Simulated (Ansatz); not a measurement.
A series in volume scale on Sb

Plane-wave DFT, scalar-relativistic PAW made under PBE with cores redone for the functional, no dispersion; the given relaxed cell is scaled uniformly, energy at zero smearing counts from the unscaled cell, pressure at the given Fermi-Dirac smearing is positive in compression. The results are calculated, by Ansatz 0.2.0.

The cell before it is scaled or strained (space group P6/mmm, No. 191):
```
CELL_PARAMETERS angstrom
5.31470 0.00000 0.00000
-2.65730 4.60260 0.00000
0.00000 0.00000 3.17050
ATOMIC_POSITIONS crystal
Sb 0.00000 0.00000 0.00000
Sb 0.33333 0.66667 0.50000
Sb 0.66667 0.33333 0.50000
```

Settings of every row: spin polarised no; functional LDA; wave cutoff 420 eV; smearing width 0.1 eV; k mesh 8x8x11.

Atom starting moment: 0 on all atoms.

Limits: the cell comes from a prototype or a list of computed structures and needn't be the stable phase.

```
row  volume scale  V (Å³/atom)  pressure (GPa)  energy change per atom (meV)
  1          0.88       22.749           11.81                         98.32
  2          0.92       23.784               ?                             ?
  3          0.96       24.818            2.93                          7.94
  4          1.04       26.886           -2.71                         10.29
  5          1.08        27.92           -4.71                         35.13
  6          1.12       28.954            -6.3                         71.54
```

Question: what pressure and energy change per atom should row 2 give?

Worked fit of pressure. Take u = (V_r/V)^(2/3) − 1 with V_r = 26.886 Å³ an atom, which is twice the finite (Eulerian) strain; such expansions in the strain, on which the Birch-Murnaghan equation of state is built, carry the rest volume and the bulk modulus. The shown rows have u = 0.11783, 0.05481, 0, -0.02484, -0.0482. Least squares give pressure = −2.744 + 87.728 × u + 302.79 × u² GPa; a straight line predicts inner rows, each left out in turn, worse (root mean square 1 against 0.073 GPa). The rows lie off it by 0.01, -0.04, 0.03, 0.03, -0.03. The pressure vanishes at u = 0.0285, or V = 25.78 Å³ an atom, and there the bulk modulus at fixed shape and fractions is B = −V dP/dV = (2/3)(1 + u) dP/du = 72 GPa. Letting shape and atoms relax would as a rule lower it, by much in layered, chain or molecular crystals. The withheld row has u = 0.08516, so the fit gives −2.744 + 87.728 × (0.08516) + 302.79 × (0.08516)² = 6.92 GPa.

The calculation gave 6.87 GPa. The fit lies 0.05 GPa (0.28 % of the column's range) above it; its largest miss of a shown row is 0.04 GPa.

Worked fit of energy change per atom. Take u = (V_r/V)^(2/3) − 1 with V_r = 26.886 Å³ an atom, which is twice the finite (Eulerian) strain; such expansions in the strain, on which the Birch-Murnaghan equation of state is built, carry the rest volume and the bulk modulus. The shown rows have u = 0.11783, 0.05481, 0, -0.02484, -0.0482. Least squares give energy change per atom = 9.852 − 697.009 × u + 12274.38 × u² meV; a straight line predicts inner rows, each left out in turn, worse (root mean square 41 against 0.98 meV). The rows lie off it by 0.18, -0.58, 0.44, 0.39, -0.42 (root mean square 0.42 meV). The withheld row has u = 0.08516, so the fit gives 9.852 − 697.009 × (0.08516) + 12274.38 × (0.08516)² = 39.51 meV.

The calculation gave 38.76 meV. The fit lies 0.75 meV (1.9 % of the value, 0.83 % of the column's range) above it; its largest miss of a shown row is 0.58 meV.
